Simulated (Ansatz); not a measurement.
## Ligand exchange: C4H9Cl + Ge(CH3)3Cl → C3H6Cl2 + Ge(CH3)4

Gas-phase species: C4H9Cl `CCCCCl`, singlet; Ge(CH3)3Cl, singlet; C3H6Cl2 (1,3-dichloropropane) `ClCCCCl`, singlet; Ge(CH3)4 (tetramethylgermane), singlet. The partners trade CH3 for Cl: C–CH3 and Ge–Cl bonds give way to C–Cl and Ge–CH3.

Shapes, held fixed at every level: PBE0-D4/def2-TZVP. Flexible molecules stand in one conformer, not always the lowest. Programs: Ansatz 0.2.0. Electronic energies: no zero-point or thermal term.

```
               level                    kind  ΔE (kJ/mol)  less CCSD(T)/def2-TZVPP
         HF/def2-SVP            Hartree–Fock       +151.1                    +27.6
   PBE-D4/def2-TZVPP                     GGA       +122.5                     -1.0
r2SCAN-D4/def2-TZVPP                meta-GGA       +128.9                     +5.4
  wB97M-V/def2-TZVPP  range-separated hybrid       +127.4                     +3.9
  wB97X-V/def2-TZVPP  range-separated hybrid       +127.8                     +4.3
    CCSD(T)/def2-SVP   coupled cluster or CI       +136.7                    +13.2
     CCSD/def2-TZVPP   coupled cluster or CI       +125.8                     +2.3
  CCSD(T)/def2-TZVPP   coupled cluster or CI       +123.5                      0.0
```

The highest level, CCSD(T)/def2-TZVPP, gives ΔE = +123.5 kJ/mol; the levels span +122.5 to +151.1. The column of differences is taken from that level and isn't an error. No measured value is set beside it here. Relativity is left out for Ge. Outer-core shells of Ge are correlated, in sets that cover them unevenly.

The exchange is strongly endothermic at every level: chlorine favours germanium and methyl favours carbon. Germanium is more electropositive than carbon, so the Ge–Cl bond gains more from charge transfer and electrostatic attraction than the C–Cl bond that replaces it. The compact C–C bond also has better overlap than Ge–CH3, whose germanium valence orbitals are more diffuse. Both contributions oppose the reaction, though the total energy doesn't separate them.

The large Hartree–Fock deviation isn't purely a correlation effect. With coupled cluster, enlarging the basis lowers the energy from +136.7 to +123.5 kJ/mol, probably because the small set describes the polar bonds and their correlation unevenly. Correlation lowers it further within the small basis, while the triples correction is minor, as expected for closed-shell molecules with ordinary single bonds. PBE's near-agreement with CCSD(T) may reflect cancellation and doesn't establish it as the better functional for such exchanges. The sign is secure, but convergence beyond the triple-zeta basis remains untested.
